The dielectric function tells how strongly a material polarises in the field of light. Its real part measures the polarisation in step with the field, and its imaginary part measures absorption. Here both were computed for metallic B₂AsN from LDA bands, with each electron responding independently. The xx direction lies in the flat boron sheets, and zz runs along the As–N chains that stand perpendicular to them. Whether this structure is stable was not tested.

The real part is about −5000 at 0.1 eV, of the order of −10 in the visible, and of the order of −1 near 8 eV. Most of that enormous range comes from the free carriers, whose contribution shrinks a hundredfold when the photon energy grows tenfold. Transitions between bands contribute roughly a hundred at 0.1 eV and, in size, less than ten in the visible. They are therefore a small correction at 0.1 eV but can decide the value at a few electronvolts.

Dielectric function of B₂AsN (P6/mmm, a = 3.735 Å), computed with Ansatz 0.2.0 in LDA, plane-wave PAW, scalar-relativistic, no spin polarisation, cutoff 420 eV, k mesh 15×15×12, Fermi-Dirac smearing 0.15 eV. The response is that of independent particles without local fields or excitons, with an undamped Drude term, a 21×21×18 k mesh and 0.1 eV Gaussian broadening.

| photon energy (eV) | dielectric imaginary xx | dielectric imaginary zz | dielectric real xx | dielectric real zz |
| --- | --- | --- | --- | --- |
| 0.1 | 59.8 | 37.2 | -5120 | -5080 |
| 0.3 | 49.1 | 23.9 | -514 | -497 |
| 0.5 | 48.3 | 72.1 | -153 | -113 |
| 0.7 | 53.2 | 84.5 | -62.6 | -76.7 |
| 0.9 | 48.7 | 65.0 | -31.2 | -61.1 |
| 1.1 | 50.2 | 47.8 | -16.2 | -50.4 |
| 1.3 | 49.5 | 33.8 | -14.4 | -40.5 |
| 1.5 | 44.5 | 24.4 | -16.8 | -31.0 |
| 1.7 | 35.2 | 19.7 | -13.6 | -21.8 |
| 1.9 | 35.2 | 20.5 | -8.23 | -16.7 |
| 2.1 | 33.1 | 19.0 | -12.5 | -17.1 |
| 2.3 | 28.0 | 15.0 | -9.47 | -15.5 |
| 2.5 | 31.5 | 13.0 | -9.45 | -13.3 |
| 2.7 | 24.6 | 11.6 | -12.2 | -12.3 |
| 2.9 | 24.1 | 9.02 | -9.63 | -11.0 |
| 3.1 | 22.2 | 7.27 | -11.2 | -8.92 |
| 3.3 | 21.7 | 6.59 | -9.05 | -6.47 |
| 3.5 | 23.5 | 6.82 | -13.1 | -5.87 |
| 3.7 | 20.0 | 5.91 | -16.5 | -4.43 |
| 3.9 | 13.3 | 5.98 | -18.2 | -2.89 |
| 4.1 | 9.37 | 7.43 | -13.6 | -1.52 |
| 4.3 | 9.84 | 8.64 | -11.4 | -2.99 |
| 4.5 | 8.84 | 7.88 | -12.3 | -4.00 |
| 4.7 | 6.96 | 7.20 | -10.7 | -3.96 |
| 4.9 | 6.42 | 6.81 | -9.77 | -4.61 |
| 5.1 | 5.71 | 5.26 | -9.02 | -4.67 |
| 5.3 | 5.23 | 4.64 | -8.35 | -3.96 |
| 5.5 | 4.61 | 3.98 | -7.69 | -3.49 |
| 5.7 | 4.35 | 3.74 | -7.09 | -2.82 |
| 5.9 | 4.01 | 3.64 | -6.67 | -2.37 |
| 6.1 | 3.70 | 3.66 | -6.27 | -2.04 |
| 6.3 | 3.54 | 3.84 | -6.05 | -1.82 |
| 6.5 | 2.84 | 3.71 | -5.73 | -2.24 |
| 6.7 | 2.63 | 3.23 | -5.10 | -2.04 |
| 6.9 | 2.66 | 2.99 | -4.78 | -1.80 |
| 7.1 | 2.49 | 2.78 | -4.77 | -1.56 |
| 7.3 | 1.97 | 2.69 | -4.61 | -1.30 |
| 7.5 | 1.66 | 2.57 | -4.20 | -1.16 |
| 7.7 | 1.37 | 2.41 | -3.81 | -0.86 |
| 7.9 | 1.22 | 2.46 | -3.35 | -0.61 |

**The smooth pattern**

A free electron has no restoring force. In an oscillating field its displacement is opposite to the force that drives it, and the faster the field alternates, the less far it gets. Its polarisation therefore opposes the field and fades with the square of the photon energy. This gives

real part = 1 − (Eₚ/E)²

where E is the photon energy, Eₚ the plasma energy, which grows with the density of mobile carriers, and 1 the value of empty space. The same calculation gives Eₚ = 7.24 eV for xx and 7.19 eV for zz, so the smooth curve is almost the same in both directions. It climbs at every step.

The computed real part doesn't. It falls on 8 of the 39 steps along xx and on 6 along zz. The free-carrier term is an ingredient of the computed real part, so subtracting it isn't a test of the formula. It separates the smooth background from the interband part, which is the response of electrons driven from one band to another. The output printed after this text gives the interband part at selected energies.

**The main break: xx at 3.9 eV**

The largest fall against the pattern is a run of three successive steps along xx, which takes the real part from −9.05 at 3.3 eV to −18.2 at 3.9 eV. The size of the break follows from the formula. At 3.9 eV, (7.24/3.9)² is 3.45, so free carriers alone would give 1 − 3.45 = −2.45. The remaining −15.75 is the interband part, more than six times the free-carrier value. About a third of it was already present at 3.3 eV, and the rest built up in the dip itself.

The cause can be read from the neighbouring column. Between 3.5 and 4.1 eV the imaginary part along xx drops by 60 %, from 23.5 to 9.37. Real and imaginary parts are tied together by the Kramers-Kronig relation, which can be pictured with springs. A transition whose energy lies above that of the photon follows the field and raises the real part. One whose energy lies below lags behind, opposes the field and lowers it. The closest transitions count most. At the upper edge of a strong absorption band, many transitions lie just below the photon energy and few just above, so the real part dips.

The zz direction serves as a control, because it has the same bands and nearly the same free-carrier curve. Its imaginary part stays between 5.91 and 7.43 from 3.5 to 4.1 eV, without a large drop, and from 3.3 to 3.9 eV its real part climbs by 3.6. The dip thus goes with the drop in absorption, not with the photon energy as such. Such an edge can arise where two bands run nearly parallel over a large region of k space, so that many transitions crowd into a narrow energy range and then end. Whether this happens here is untested.

**A weaker break along zz**

Along zz the same mechanism acts more gently and slightly higher in energy. The imaginary part has a low hump with its top at 4.3 eV. Just before it, at 4.1 eV, the real part reaches a local maximum of −1.52, because absorption is still growing ahead. From there it sinks across the hump to −4.67 at 5.1 eV, with one tiny rise on the way, whereas free carriers alone would have climbed by about 1.

**A break that the steep background hides**

The strongest interband feature along zz causes no fall at all. The imaginary part peaks at 84.5 near 0.7 eV, yet the real part climbs through the whole region. With the free-carrier curve subtracted, the interband part plunges from 93 at 0.5 eV to −11 at 1.3 eV, as it should when the photon energy passes a strong absorption peak. Over the same range the free-carrier curve rises by even more, from about −206 to −30, and covers the plunge.

A comparison of the two directions shows the weight of the interband part without any subtraction. At 1.1 eV the real part is −50.4 along zz but only −16.2 along xx, although the free-carrier curves differ by merely 0.5. The anisotropy at this energy therefore comes from interband transitions. Along zz the absorption peak has been passed and the interband part is already negative, while along xx strong absorption continues to higher energy and the interband part is still clearly positive. The height and exact place of the zz peak are less certain. They may shift with the k mesh, and the broadening of 0.1 eV and the thermal smearing of 0.15 eV are not negligible beside 0.7 eV. A real metal also absorbs through scattering of its free carriers, which the computed imaginary part leaves out.

**Falls without an assigned cause**

Four isolated falls along xx lie between 1.5 and 3.1 eV. The one at 2.1 eV measures 4.3, slightly more than the largest single step of the main break. Smaller falls, each of less than 1, occur at 4.5 eV along xx and at 2.1 and 6.5 eV along zz, and are left unassigned too. The Kramers-Kronig relation ties these falls, too, to structure in the absorption. But the results for this metal are sensitive to the k mesh, and such fine structure may be a product of the mesh. The main break stands out because three falls follow one another and a large drop in absorption accompanies them, though its exact depth may also shift with a finer mesh. Its energy is uncertain as well, because LDA band energies are only approximate excitation energies and the PAW datasets used here were made for PBE.

**What a negative real part means**

It is tempting to read the density of free carriers from a single negative value of the real part. At 3.9 eV along xx this would replace 3.45 by 1 + 18.2 = 19.2 and overstate the squared plasma energy more than fivefold. At 0.5 eV along zz the same reading would give only about half the squared plasma energy of the calculation, because there the interband part is positive. Even at 7.9 eV, where free carriers alone would already give a slightly positive real part, the computed one is still −3.35 along xx. Most of the strong absorption lies at lower energies, and the electrons involved in it now oppose the field much as free ones do.

The analysis program printed:

```
number of steps on which the real part xx falls: 8
photon energies reached by a fall of the real part xx (eV): 1.5, 2.1, 2.7, 3.1, 3.5, 3.7, 3.9, 4.5
number of steps on which the real part zz falls: 6
photon energies reached by a fall of the real part zz (eV): 2.1, 4.3, 4.5, 4.9, 5.1, 6.5
largest single fall of the real part xx below 3.2 eV: -4.27
change of the real part xx from 3.3 to 3.9 eV: -9.15
change of the free-carrier model xx from 3.3 to 3.9 eV: 1.367
free-carrier model xx at 3.9 eV: -2.446
interband part of the real part xx at 3.3 eV: -5.237
interband part of the real part xx at 3.9 eV: -15.75
change of the imaginary part xx from 3.5 to 4.1 eV: -14.13
the same change in percent of the value at 3.5 eV: -60.13
control, change of the real part zz from 3.3 to 3.9 eV: 3.58
control, change of the imaginary part zz from 3.5 to 4.1 eV: 0.61
change of the real part zz from 4.1 to 5.1 eV: -3.15
change of the free-carrier model zz from 4.1 to 5.1 eV: 1.089
change of the imaginary part zz from 4.3 to 5.1 eV: -3.38
interband part of the real part zz at 0.5 eV: 93.07
interband part of the real part zz at 0.7 eV: 27.95
interband part of the real part zz at 0.9 eV: 1.81
interband part of the real part zz at 1.3 eV: -10.87
free-carrier model zz at 1.3 eV: -29.63
real part, zz less xx, at 1.1 eV: -34.2
free-carrier model, zz less xx, at 1.1 eV: 0.5311
free-carrier model xx at 7.9 eV: 0.1602
interband part of the real part xx at 7.9 eV: -3.51
interband part of the real part zz at 7.9 eV: -0.7805
```
